Which levels of theory bind silicon tetrachloride too strongly, and can the known rows tell where RMP2, BLYP and wB97M-V will fall? The quantity compared is the atomization energy, the energy needed to pull the molecule apart into one silicon and four chlorine atoms. Each entry is the result of one level less that of the reference, coupled cluster with full triple and perturbative quadruple excitations. A positive entry therefore means stronger binding than the reference gives in the same basis, and a negative entry weaker binding.

Atomization energies of silicon tetrachloride (SiCl4) relative to RCCSDT(Q), computed with Ansatz 0.2.0 at the listed levels of theory, all in the 6-31G basis and at the MP2(full)/6-31G* geometry. The correlated wavefunction levels keep the noble-gas cores of silicon and chlorine frozen.

```
   level  this level less the reference (RCCSDT(Q), same basis) (kJ/mol)
     RHF                                                         -241.67
    RMP2                                                               ?
    CISD                                                          -66.80
   RCCSD                                                          -13.07
RCCSD(T)                                                           -1.52
 BCCD(T)                                                           -1.15
  RCCSDT                                                           -0.66
     PBE                                                          294.29
    BLYP                                                               ?
  r2SCAN                                                          284.39
    PBE0                                                          240.62
   B3LYP                                                          176.02
 wB97X-V                                                          227.12
 wB97M-V                                                               ?
  B2PLYP                                                          113.32
 RPA-PBE                                                         -240.91
```

The first row sets the scale. RHF, which lets each electron feel only the average field of the others, underbinds by 242 kJ/mol. Since the reference differs from RHF only by electron correlation, this is the whole contribution of correlation to the binding in this basis. It is large because forming four bonds brings electrons into pairs, and paired electrons gain more from avoiding one another than the electrons of the free atoms do.

CISD recovers about 72% of that contribution, RCCSD about 95%. Both start from single and double excitations, but they treat separate parts of a system differently. When five atoms are computed one by one, each may have its own double excitation. In the molecule CISD allows only one double excitation at a time, so the molecule is described less well than its atoms and comes out too weakly bound. Coupled cluster includes the products of such excitations and avoids this fault.

The rest of the coupled-cluster stretch converges quickly. Perturbative triples, marked (T), add 11.6 kJ/mol to RCCSD and leave an error of only 1.5. Changing to the Brueckner orbitals of BCCD(T), or treating the triples in full, moves the result by less than 1 kJ/mol. So a single determinant is a good starting point for this molecule, and the reference is a sound yardstick within its basis.

As a theory, though not necessarily in its result, RMP2 stands between RHF and coupled cluster. Second-order perturbation theory counts the correlation of each electron pair as if the other pairs were not correlated, so its contribution to the binding may come out too small or too large. I place it at the RCCSD value and allow an error of 15% of the correlation binding either way. The forecast is −13 kJ/mol, with a range from −49 to +23.

At PBE the sign changes. All the density functionals whose values are shown overbind, from 113 kJ/mol for B2PLYP to 294 for PBE, if RPA-PBE is set apart. The likely reason lies more in the reference than in the functionals. A wavefunction method builds correlation from excitations into empty orbitals, and 6-31G offers few of these and no d functions on silicon or chlorine. A functional such as PBE reads its correlation energy from the density, so it is largely spared this part of the loss. How much of the gap this explains is not shown here, since the rest of the energy may also respond differently to the small basis.

The absolute energies show how much this matters. The reference gives 898 kJ/mol, while the measured value, roughly recalled, is near 1600. PBE, the strongest binder among the rows shown, reaches only 1193 kJ/mol and still falls far short. Its correlation needs no empty orbitals, so something else must be missing too. Without d functions the electron density cannot shift freely into the bonds, which probably costs every level in the table much of its binding. The positive entries therefore mean overbinding against a reference that is itself much too low, and a small positive error is no mark of quality.

Among the functionals, the step from PBE to PBE0 isolates one ingredient. PBE0 replaces a quarter of the PBE exchange by exact exchange, computed from the orbitals as in Hartree–Fock theory, and the binding drops by 54 kJ/mol. Theory explains the direction. Semilocal exchange keeps the region from which an electron repels its like close to that electron, which imitates part of the correlation between the two ends of a bond. Exact exchange spreads this region over the bond and gives up that gain.

The share of exact exchange does not settle the order, however. B3LYP contains less of it than PBE0, 20% against 25%, and yet binds less strongly by 65 kJ/mol. The exchange and correlation formulas of Becke and of Lee, Yang and Parr, on which B3LYP is built, evidently bind this molecule less than those of PBE. BLYP uses the same formulas without exact exchange, so B3LYP is a better starting point for it than PBE.

The estimate for BLYP takes the exchange step from the PBE pair and scales it to the share in B3LYP:

294.29 − 240.62 = 53.67 kJ/mol
53.67 × 0.20 / 0.25 = 42.9 kJ/mol

If exact exchange were the only difference, BLYP would lie this far above B3LYP. But B3LYP also mixes in some exchange and correlation from the local density approximation, which binds more strongly, and going back to BLYP removes that as well. The two changes oppose each other, and I keep a quarter of the step, a share chosen by judgement:

BLYP ≈ 176.0 + 0.25 × 42.9 ≈ 187 kJ/mol

The range is 152 to 222 kJ/mol. If instead the absence of exact exchange were all that counted, BLYP should join PBE and r2SCAN, whose mean is 289.

For wB97M-V the nearest relative is wB97X-V. Both use little exact exchange between electrons that are close together and full exact exchange at long distance. The M marks the kinetic-energy density of the orbitals as an added ingredient. I carry the value of the relative over unchanged: 227 kJ/mol, with a range from 197 to 257.

The last two rows belong to functionals that take correlation from empty orbitals too. B2PLYP replaces part of its density-based correlation by a second-order term and contains about half exact exchange. Both changes should lower the binding in a small basis, and among the overbinding functionals shown it has the smallest error. RPA-PBE, which computes all its correlation from orbitals, underbinds by 241 kJ/mol. That it almost meets RHF does not mean that its correlation adds nothing, because its exchange energy is evaluated with PBE orbitals. The small basis alone does not explain the shortfall either, since the reference also builds its correlation from the orbitals of this basis. The exchange and correlation parts of RPA-PBE are not printed, so the cause stays open.

The withheld rows as computed:

```
  level  this level less the reference (RCCSDT(Q), same basis) (kJ/mol)
   RMP2                                                            3.03
   BLYP                                                          186.11
wB97M-V                                                          253.99
```

All three values fall inside their ranges, but the hits differ in worth. The ranges were set by judgement and no constant was fitted to any row; the printed output after this text gives each forecast beside its computed value.

RMP2 overbinds by 3 kJ/mol and so lies closer to the reference than RCCSD, the more complete theory. This closeness comes from two errors that offset each other. RMP2 has no triple excitations, which add binding here, as the step from RCCSD to RCCSD(T) shows. It nevertheless binds 3 + 13 = 16 kJ/mol more than RCCSD, though not because it finds more correlation in the molecule: the computed energies show that it finds less there. It must therefore miss even more in the five free atoms taken together, and this raises the binding. The gain happens to make up for the absent triples, and nothing ensures that the two will match in another molecule or basis.

BLYP comes out within 1 kJ/mol of its forecast, far closer than a range of 35 either way entitles one to hope, so the exact match is luck. What does stand is the choice of starting point. BLYP lies only 10 kJ/mol above B3LYP, whereas the forecast from PBE and r2SCAN is too high by 103. For this molecule the family of formulas matters more than whether a fifth of the exchange is exact. The small gap between BLYP and B3LYP also fits the argument that the local parts of B3LYP offset most of its exact exchange, though it does not measure them separately.

wB97M-V is the weakest of the three forecasts. It binds 27 kJ/mol more than its relative and lands near the upper edge of the range. The kinetic-energy density alone does not explain the direction, since r2SCAN also uses it and binds less than PBE. My guess is that the two functionals respond differently to a small basis, because their flexible formulas were adjusted to data computed with much larger ones. Repeating both rows in a large basis would test this: the gap should then shrink.

The answer to the opening question thus has two parts. Against this reference every functional overbinds except RPA-PBE, and so, very slightly, does RMP2; the other wavefunction levels underbind. In a basis rich in d and f functions the reference should rise more than the functionals do, and the large positive errors should shrink or even change sign. RCCSD should stay below RCCSD(T), probably by a wider gap, since a larger basis gives the triple excitations more room. The levels that include triples lie so close together that their order may change.

Silicon tetrachloride serves as a source of silicon in film growth and leaves the surface as a product when silicon is etched with chlorine. A model of either process needs the energy of its Si–Cl bonds. For that purpose the basis has to be enlarged before the choice of functional is worth discussing, because the shortfall of the reference exceeds every error in the table.

Numerical output:

```
Share of correlation binding recovered by CISD (%): 72.36
Share of correlation binding recovered by RCCSD (%): 94.59
Binding added by (T) to RCCSD (kJ/mol): 11.55
PBE atomization energy in this basis (kJ/mol): 1193
Drop from PBE to PBE0 (kJ/mol): 53.67
That drop scaled to 20 percent exact exchange (kJ/mol): 42.94
RPA-PBE less RHF (kJ/mol): 0.76
RMP2 forecast (kJ/mol): -13.07
RMP2 half-range (kJ/mol): 36.25
RMP2 computed (kJ/mol): 3.03
RMP2 forecast less computed (kJ/mol): -16.1
Share of correlation binding recovered by RMP2 (%): 101.3
BLYP forecast, half-range 35 (kJ/mol): 186.8
BLYP computed (kJ/mol): 186.1
BLYP forecast less computed (kJ/mol): 0.644
BLYP rival forecast from PBE and r2SCAN (kJ/mol): 289.3
BLYP rival forecast less computed (kJ/mol): 103.2
BLYP less B3LYP, computed (kJ/mol): 10.09
wB97M-V forecast, half-range 30 (kJ/mol): 227.1
wB97M-V computed (kJ/mol): 254
wB97M-V forecast less computed (kJ/mol): -26.87
```
